**Q.** The omega cell has only two lengths, a and c. What decides their ratio in these m-r2SCAN results, and is it the size of the atom?

Calculated values. Elements of groups 8 to 10 in the omega (AlB2-type) structure, each relaxed in the lowest of the magnetic starts tried. Ansatz 0.2.0, m-r2SCAN with plane-wave PAW, scalar-relativistic with collinear spin, 500 eV cutoff and Fermi-Dirac smearing of 0.05 eV. Volumes and bulk moduli come from equation-of-state runs.

```tsv
element	Z	valence electrons	k mesh	c over a, m-r2SCAN	volume per atom, m-r2SCAN (Å³)	bulk modulus, m-r2SCAN (GPa)	largest site moment, m-r2SCAN (μB)	magnetic order, m-r2SCAN
Co	27	9	11×11×15	0.61500	10.61	235	1.70	ferromagnetic
Ni	28	10	10×10×15	0.60600	10.65	215	0.66	ferromagnetic
Ru	44	8	11×11×16	0.62800	13.82	319	0.00	non-magnetic
Rh	45	9	11×11×16	0.61400	14.08	264	0.00	non-magnetic
Pd	46	10	9×9×13	0.59200	15.26	175	0.00	non-magnetic
Ir	77	9	11×11×15	0.61700	14.64	351	0.00	non-magnetic
Pt	78	10	11×11×15	0.59500	15.66	256	0.00	non-magnetic
```

**A.** The ratio follows the count of valence electrons (s, p and d, equal to the group number), with Ni high for its group. The rows cover groups 8 to 10. Co, Rh and Ir, all with nine, agree within 0.003 although their volumes per atom span 4 Å³. Among the non-magnetic rows c/a falls by about 0.018 per added electron. All seven are hypothetical phases held in P6/mmm, because these elements are hcp or fcc at ambient conditions, and in many of the runs the stability check was not made.

**Q.** I learned 0.612 as the ideal value. Why would a cell leave it?

**A.** The cell has one atom at the corner and two that form a flat honeycomb at half height. The value $\sqrt{3/8}=0.612$ belongs to the bcc lattice from which omega forms when pairs of (111) planes collapse into the honeycomb. After the collapse no symmetry holds that ratio, and three contacts compete. With $\gamma=c/a$ they are the honeycomb bond $a/\sqrt3$, the chain bond $c=\gamma a$ along the axis, and the interlayer bond $a\sqrt{1/3+\gamma^2/4}$. At fixed volume a larger $\gamma$ shortens the honeycomb bond and lengthens the chain.

**Q.** Which of these contacts changes along a row?

**A.** In the 4d and 5d rows the honeycomb bond, the shortest contact for every element, changes most. From Ru to Pd it grows from 2.448 to 2.581 Å and the interlayer bond from 2.787 to 2.900 Å, while the chain goes from 2.663 to 2.646 Å. Ir to Pt shows the same pattern, so in the 4d and 5d rows the cell swells in the plane and hardly changes along the axis. The standard reading of the swelling, and of the falling bulk modulus, is that added electrons fill antibonding d states. The shortest bond has the largest d overlap, so it is reasonable that it loosens most, although the bond lengths alone do not prove this.

**Q.** What ratio would be left if d bonding vanished altogether?

**A.** A full d shell gives no net d bonding. The model used here assumes that the shape is then set by repulsion between neighbours, with a cohesion that depends on volume only. Hard spheres would make the shortest contact as long as possible, which happens when chain and honeycomb bonds are equal, at $\gamma=1/\sqrt3=0.577$. For a softer repulsion $\sum r^{-n}$ over bond lengths $r$, a bond at angle $\theta$ to the axis stretches at fixed volume as $d\ln r/d\ln\gamma=\cos^2\theta-1/3$. The energy is therefore stationary when

$$S(\gamma)=\sum_{\text{bonds}} r^{-n}\,(3\cos^2\theta-1)=0,$$

and a negative $S$ drives $\gamma$ down.

A cell holds 3 chain bonds (factor $+2$), 3 honeycomb bonds (factor $-1$) and 12 interlayer bonds. Take $n=10$, $a=1$ and $\gamma=0.600$, for which the interlayer bond has $r^2=1/3+0.09=0.4233$ and $\cos^2\theta=0.09/0.4233=0.2126$:

$$S=6\,(0.600)^{-10}-3\cdot3^{5}-12\,(0.362)(0.4233)^{-5}=992-729-320=-57.$$

The same sum at $\gamma=0.596$ is $1061-729-330=+2$, so three shells balance at 0.596. With the farther neighbours included the minimum lies at 0.598. Nothing in this estimate is fitted, and it lands 0.003 above Pt and 0.006 above Pd.

**Q.** The output also has $B'$, the pressure derivative of the bulk modulus, correlating with c/a at $-0.99$ in the non-magnetic rows. Isn't a steeper repulsion the whole story?

**A.** In this pair model it is a very small part of it. The range of the approximate $B'$ corresponds to about two units of $n$, whereas changing $n$ from 6 to 16 keeps the minimum between 0.596 and 0.598. Both $B'$ and c/a follow the electron count in these rows, which is enough to produce the correlation without one causing the other.

**Q.** So holes in the d band must lift the ratio above that limit. How is that tested?

**A.** A d band is built on the omega lattice with canonical hoppings, $\sigma:\pi:\delta=-6:4:-1$, falling as $r^{-5}$, and is filled with $N_d$ electrons per atom. Its energy $E_d$ is zero for a full shell and becomes more negative as holes open over this range. At fixed volume the total is

$$E(\gamma)=E_{\text{rep}}(\gamma)+\lambda\,E_d(\gamma,N_d),$$

with $n=10$ and one weight $\lambda$. A negative slope $dE_d/d\gamma$ moves the minimum to larger $\gamma$, and its sign needs no fitting.

In units of the rms band width the slope at $\gamma=0.60$ is $+0.115$ for $N_d=9.4$, $-0.199$ for 8.4 and $-0.826$ for 7.4, so the band favours a slightly smaller c/a when the shell is nearly full and an increasingly larger one as more holes open, which is the order of the non-magnetic rows. Part of this is a plain change of band width, whose slope is a fixed fraction of $|E_d|$. At the lowest of these fillings that part is $-0.05\times3.166=-0.16$, about a fifth of the total. It can't move the minimum by itself, because the squared width is proportional to $\sum r^{-10}$, the same sum as the repulsion for $n=10$, and both are stationary at the same ratio. The shift comes from the change in the shape of the band, whose effect depends on which states are empty.

**Q.** How well does it do once the weight is fitted?

**A.** It gives the order of the groups and misses the spacing. The weight was fitted to the five non-magnetic rows, once with $N_d$ equal to the valence count minus 0.6 and once minus 1.0; the output below lists both. The rms misfit in c/a falls from 0.018 with repulsion alone to 0.010 and 0.008. These rows hold only three distinct electron counts, and group 8 rests on Ru alone, so the test is weak.

The failure is in group 9, where the model lies 0.010 to 0.017 below Rh and Ir. It puts most of the rise between groups 9 and 8, while the table has the larger step, 0.022, between groups 10 and 9. A plain straight line in the electron count stays within about 0.004 of all five rows and is the better interpolation. The model leaves out sp-d mixing and the level shifts that limit charge transfer between the two kinds of site, and blaming these for the misfit is a guess. Whether the band pushes Pd and Pt slightly below the repulsive limit is also open, since the slope changes sign between $N_d=9$ and 9.4.

**Q.** Is Ir really larger than Rh, and Pt larger than Pd?

**A.** Both differences are 0.003, and I would give them no cause. The relaxed Rh cell still carries a stress anisotropy of 1.2 GPa. For a shear modulus of the usual order, removing it would lower c/a by about 0.003, against about 0.001 for Ir, so the gap between these two might widen. Pd was run on a coarser k mesh than Pt, with convergence untested. Spin-orbit coupling, which matters most for Ir and Pt, is left out at the scalar-relativistic level.

**Q.** Ni is far outside that margin. Why does it sit so high?

**A.** Ni lies 0.014 above Pd and 0.011 above Pt, and its volume exceeds that of Co by only 0.04 Å³, against more than 1 Å³ for the same step in the heavier rows. Co and Ni are ferromagnetic, so they are in a different state from the others, whose ferromagnetic starts collapsed to zero moment. Magnetism is known to expand 3d metals, more so for the larger moment of Co, and this would flatten the volume step. The size of that effect is untested here, and SCAN-type functionals tend to overestimate itinerant moments.

For c/a the moment is the obvious suspect, and it remains a guess. Co has the larger moment and yet lies level with Rh and Ir, so the link can't be a simple one. The cell magnetization per atom in the same runs is about 1.6 μB for Co and 0.6 μB for Ni, slightly below the largest site moment in the table. These values match the hole counts $10-N_d$ if the majority band is full and $N_d$ is the valence count minus 0.6. All holes then sit in the minority band, which behaves like the band of a non-magnetic metal with twice as many holes, and more holes favour a larger ratio.

With that count the model, not fitted to Ni, moves from 0.592 without the moment to 0.598 with it, which is the right direction and less than half of the gap to 0.606. But the same count also lifts Co by 0.007, although Co lies level with non-magnetic Rh and Ir in the table. With the other count the moment lowers the prediction for Ni by 0.003. The sign of the magnetic shift thus depends on the assumed $N_d$, and the misfit left for Ni is about as large as the model's error for non-magnetic Rh, so the model cannot decide the question.

Printed output of the fit:

```
bcc-derived c/a 0.6124; hard spheres 0.5774; rounding of c/a +-0.0005
element  c/a-0.6124 | honeycomb, chain, interlayer bond (A) | chain/honeycomb | approx B'
Co +0.0026 | 2.257 2.404 2.557 | 1.065 | 4.27
Ni -0.0064 | 2.271 2.384 2.565 | 1.050 | 4.68
Ru +0.0156 | 2.448 2.663 2.787 | 1.088 | 4.73
Rh +0.0016 | 2.482 2.639 2.811 | 1.063 | 5.05
Pd -0.0204 | 2.581 2.646 2.900 | 1.025 | 5.50
Ir +0.0046 | 2.510 2.683 2.846 | 1.069 | 4.96
Pt -0.0174 | 2.599 2.678 2.923 | 1.031 | 5.36
Ru->Rh: c/a -0.014, volume +0.26 A^3, bulk modulus -55 GPa
Rh->Pd: c/a -0.022, volume +1.18 A^3, bulk modulus -89 GPa
Ir->Pt: c/a -0.022, volume +1.02 A^3, bulk modulus -95 GPa
Co->Ni: c/a -0.009, volume +0.04 A^3, bulk modulus -20 GPa
Pd->Ni: c/a +0.014, volume -4.61 A^3, bulk modulus +40 GPa
Pt->Ni: c/a +0.011, volume -5.01 A^3, bulk modulus -41 GPa
group 9: c/a spread 0.003, volume spread 4.03 A^3
line through non-magnetic rows: -0.0179 per electron; table minus line:
  Co +0.0022 Ni +0.0111 Ru -0.0027 Rh +0.0012 Pd -0.0029 Ir +0.0042 Pt +0.0001
Rh: stress anisotropy -1.16 GPa, c/a shift about -0.003 if G is near 0.4 B
Ir: stress anisotropy -0.56 GPa, c/a shift about -0.001 if G is near 0.4 B
repulsion alone, best c/a: n=6: 0.597, n=8: 0.598, n=10: 0.598, n=12: 0.597, n=16: 0.596
non-magnetic rows: corr(B', c/a) -0.99; B' range 0.77, about 2.3 in n
slope dE/d(c/a) at 0.60, negative favours larger c/a; bandwidth only, over |E|: -0.05
  d count 7: E -3.494, slope -0.988 (rms widths), over |E| -0.28
  d count 7.4: E -3.166, slope -0.826 (rms widths), over |E| -0.26
  d count 8: E -2.598, slope -0.342 (rms widths), over |E| -0.13
  d count 8.4: E -2.175, slope -0.199 (rms widths), over |E| -0.09
  d count 9: E -1.455, slope -0.104 (rms widths), over |E| -0.07
  d count 9.4: E -0.919, slope +0.115 (rms widths), over |E| +0.13
d count = valence - 0.6, n=10: weight 0.485 (max 0.630), rms 0.0097, at weight 0 0.0179
  Co model 0.607, table-model +0.008, d share of pressure 0.44, no moment 0.600 (not fitted)
  Ni model 0.598, table-model +0.008, d share of pressure 0.21, no moment 0.592 (not fitted)
  Ru model 0.629, table-model -0.001, d share of pressure 0.77
  Rh model 0.600, table-model +0.014, d share of pressure 0.53
  Pd model 0.592, table-model -0.000, d share of pressure 0.22
  Ir model 0.600, table-model +0.017, d share of pressure 0.53
  Pt model 0.592, table-model +0.003, d share of pressure 0.22
d count = valence - 1.0, n=10: weight 0.462 (max 0.570), rms 0.0078, at weight 0 0.0179
  Co model 0.604, table-model +0.011, d share of pressure 0.52, no moment 0.604 (not fitted)
  Ni model 0.595, table-model +0.011, d share of pressure 0.32, no moment 0.598 (not fitted)
  Ru model 0.632, table-model -0.004, d share of pressure 0.81
  Rh model 0.604, table-model +0.010, d share of pressure 0.60
  Pd model 0.598, table-model -0.006, d share of pressure 0.34
  Ir model 0.604, table-model +0.013, d share of pressure 0.60
  Pt model 0.598, table-model -0.003, d share of pressure 0.34
```
